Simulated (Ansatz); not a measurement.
# RhSe: pressure and energy above given cell against volume ratio

Results calculated with Ansatz 0.2.0, not measured. Plane-wave density functional theory, PAW datasets, Gaussian smearing 0.05 eV: equation of state, the given cell scaled in volume with shape and atoms relaxed at each volume.

The cell before it is scaled or strained (space group F-43m, No. 216):
```
cell vectors (Å)
   0.0000     2.7379     2.7379
   2.7379     0.0000     2.7379
   2.7379     2.7379     0.0000
atoms (fractions of the cell vectors)
Rh  0.00000  0.00000  0.00000
Se  0.25000  0.25000  0.25000
```

Settings of every row: paw set soft_2; functional PBEsol; spin treatment none; moment partition spheres; spin axis none; wave cutoff 420 eV; k mesh 10x10x10; symmetry use detected.

Atom hubbard u: 0 on all atoms.

Limits: the cell comes from a prototype or a list of computed structures and needn't be the stable phase.

```csv
row,volume ratio,V (Å³/atom),pressure (GPa),energy above given cell (meV per atom)
1,0.96,19.703,5.409,13.24
2,0.98,20.114,?,?
3,1,20.524,-0.009,0
4,1.02,20.935,-2.268,3
5,1.04,21.345,-4.27,11.45
```

Question: what pressure and energy above given cell should row 2 give?

Worked fit of pressure. Take u = (V_r/V)^(2/3) − 1 with V_r = 20.73 Å³ an atom, which is twice the finite (Eulerian) strain; such expansions in the strain, on which the Birch-Murnaghan equation of state is built, carry the rest volume and the bulk modulus. The shown rows have u = 0.03445, 0.00668, -0.00654, -0.0193. Least squares give pressure = −1.1762 + 171.322 × u + 575.22 × u² GPa; a straight line predicts inner rows, each left out in turn, worse (root mean square 0.25 against 0.0082 GPa). The rows lie off it by 0.000, -0.003, 0.004, -0.002. The pressure vanishes at u = 0.0067, or V = 20.52 Å³ an atom, and there the bulk modulus with shape and atoms relaxed is B = −V dP/dV = (2/3)(1 + u) dP/du = 120 GPa. The withheld row has u = 0.02031, so the fit gives −1.1762 + 171.322 × (0.02031) + 575.22 × (0.02031)² = 2.541 GPa.

The calculation gave 2.538 GPa. The fit lies 0.003 GPa (0.031 % of the column's range) above it; its largest miss of a shown row is 0.004 GPa.

Worked fit of energy above given cell. Take u = (V_r/V)^(2/3) − 1 with V_r = 20.73 Å³ an atom, which is twice the finite (Eulerian) strain; such expansions in the strain, on which the Birch-Murnaghan equation of state is built, carry the rest volume and the bulk modulus. The shown rows have u = 0.03445, 0.00668, -0.00654, -0.0193. Least squares give energy above given cell = 0.767 − 225.21 × u + 17044.5 × u² meV per atom; a straight line predicts inner rows, each left out in turn, worse (root mean square 7.5 against 0.064 meV per atom). The rows lie off it by 0.00, -0.02, 0.03, -0.01. Its lowest point lies at u = 0.0066, or V = 20.53 Å³ an atom, and the curvature there gives the bulk modulus with shape and atoms relaxed, B = (4/9)(1 + u)² E″(u)/V = 120 GPa. The withheld row has u = 0.02031, so the fit gives 0.767 − 225.21 × (0.02031) + 17044.5 × (0.02031)² = 3.22 meV per atom.

The calculation gave 3.16 meV per atom. The fit lies 0.06 meV per atom (1.9 % of the value, 0.45 % of the column's range) above it; its largest miss of a shown row is 0.03 meV per atom.
